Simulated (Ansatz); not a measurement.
# BiPd: the change of pressure with volume per atom

Results calculated with Ansatz 0.2.0, not measured. Periodic Kohn-Sham DFT of a crystal at fixed atoms; pressure and stress are positive in compression; the energy is the free energy less that of spherical unpolarised free atoms; site moments are those in the method's own spheres, positive along +z.

Cell of the first row (space group P6_3/mmc, No. 194):
```
BiPd
1.0
      4.1437     0.0000     0.0000
     -2.0718     3.5885     0.0000
      0.0000     0.0000     5.5738
Bi Pd
2 2
Direct
  0.33333 0.66667 0.25000
  0.66667 0.33333 0.75000
  0.00000 0.00000 0.00000
  0.00000 0.00000 0.50000
```

Settings of every row: method frozen-core PAW; functional PBEsol; relativity scalar; k mesh 9x9x6; filling fermi-dirac; smearing width 0.03 eV; wave cutoff 420 eV; paw set soft_2.

Atom start moment: 0 on all atoms.

Limits: PAW files made with PBE; no spin-orbit coupling on heavy atoms.

```csv
row,volume per atom (Å³),pressure (GPa)
1,20.72,7.848
2,21.161,4.971
3,21.602,2.433
4,21.822,1.279
5,22.043,0.196
6,22.263,-0.821
7,22.484,-1.777
8,22.924,-3.529
9,23.365,?
```

Question: what pressure should row 9 give?

Worked fit of pressure. Take u = (V_r/V)^(2/3) − 1 with V_r = 21.932 Å³ an atom, which is twice the finite (Eulerian) strain; such expansions in the strain, on which the Birch-Murnaghan equation of state is built, carry the rest volume and the bulk modulus. The shown rows have u = 0.03863, 0.02414, 0.01016, 0.00336, -0.00336, -0.00994, -0.01643, -0.02906. Least squares give pressure = 0.7332 + 161.693 × u + 546.09 × u² + 949 × u³ GPa; a parabola predicts inner rows, each left out in turn, worse (root mean square 0.0096 against 0.004 GPa). The rows lie off it by -0.001, 0.003, 0.000, -0.004, 0.000, 0.000, 0.003, -0.001. The pressure vanishes at u = -0.0046, or V = 22.08 Å³ an atom, and there the bulk modulus at fixed shape and fractions is B = −V dP/dV = (2/3)(1 + u) dP/du = 104 GPa. Letting shape and atoms relax would as a rule lower it, by much in layered, chain or molecular crystals. The withheld row has u = -0.04132, so the fit gives 0.7332 + 161.693 × (-0.04132) + 546.09 × (-0.04132)² + 949 × (-0.04132)³ = -5.083 GPa.

The calculation gave -5.091 GPa. The fit lies 0.008 GPa (0.062 % of the column's range) above it; its largest miss of a shown row is 0.004 GPa. This row lies beyond the range of the fit.
